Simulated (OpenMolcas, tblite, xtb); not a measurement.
**A ladder of methods for C2H2AlCl (SMILES C#[C][AlH][Cl])**

The species is C2H2AlCl (6 atoms), meant as a singlet with charge 0. As SMILES, `C#[C][AlH][Cl]`. Geometry: a GFN2-xTB relaxation, a rough one for these elements and not checked as a minimum.

Each level gives the dipole moment (D). The values are calculated.

```tsv
level	kind	program	value (D)	CPU time
GFN1-xTB	semi-empirical	tblite	1.54	under 2 s
GFN2-xTB	semi-empirical	tblite	0.88	under 2 s
IPEA1-xTB	semi-empirical	tblite	2.34	under 2 s
GFN0-xTB	semi-empirical	xtb	1.19	under 2 s
HF/STO-3G	Hartree–Fock	OpenMolcas	2.10	1.8 s
HF/3-21G	Hartree–Fock	OpenMolcas	2.48	2.1 s
HF/def2-SVP	Hartree–Fock	OpenMolcas	1.29	4.3 s
B3LYP/6-31G* (spherical functions)	global hybrid	OpenMolcas	1.47	16 s
B3LYP/6-31G* (Cartesian functions)	global hybrid	OpenMolcas	1.47	17 s
PBE0/def2-SVP	global hybrid	OpenMolcas	?	16 s
```

Task: Estimate the missing values from the other rows.

Result: As computed at these levels: PBE0/def2-SVP: 1.13 D. The values span 0.88 to 2.48 D. Magnitudes only: a small dipole may point the other way at some levels. Sets without polarisation functions give poor dipoles. Without the sets that lack polarisation functions the rows with a basis span only 1.13 to 1.47 D. Times are those of the runs behind each value, whatever else they computed, on shared processors of several kinds: orders of magnitude only.

The dipole of this molecule is probably a modest remainder of large, opposing bond contributions. Aluminium is much more electropositive than chlorine, the ethynyl carbon or the hydridic hydrogen, so all three bonds are polarised away from the metal, and in a roughly trigonal arrangement their moments largely cancel. Small changes in how charge is shared then shift the total noticeably. This suggests why HF falls from 2.48 D with 3-21G to 1.29 D with def2-SVP: d functions let the chlorine density polarise towards aluminium and improve the description of lone-pair donation into its formally empty 3p orbital.

In the same def2-SVP basis, PBE0 lowers the HF value further to 1.13 D, in keeping with the usual tendency of Hartree–Fock to exaggerate bond ionicity. The higher B3LYP value of 1.47 D can't be assigned to the functional alone, since the basis changes too. Without larger sets that include diffuse functions, the basis-set limit of the dipole remains open.
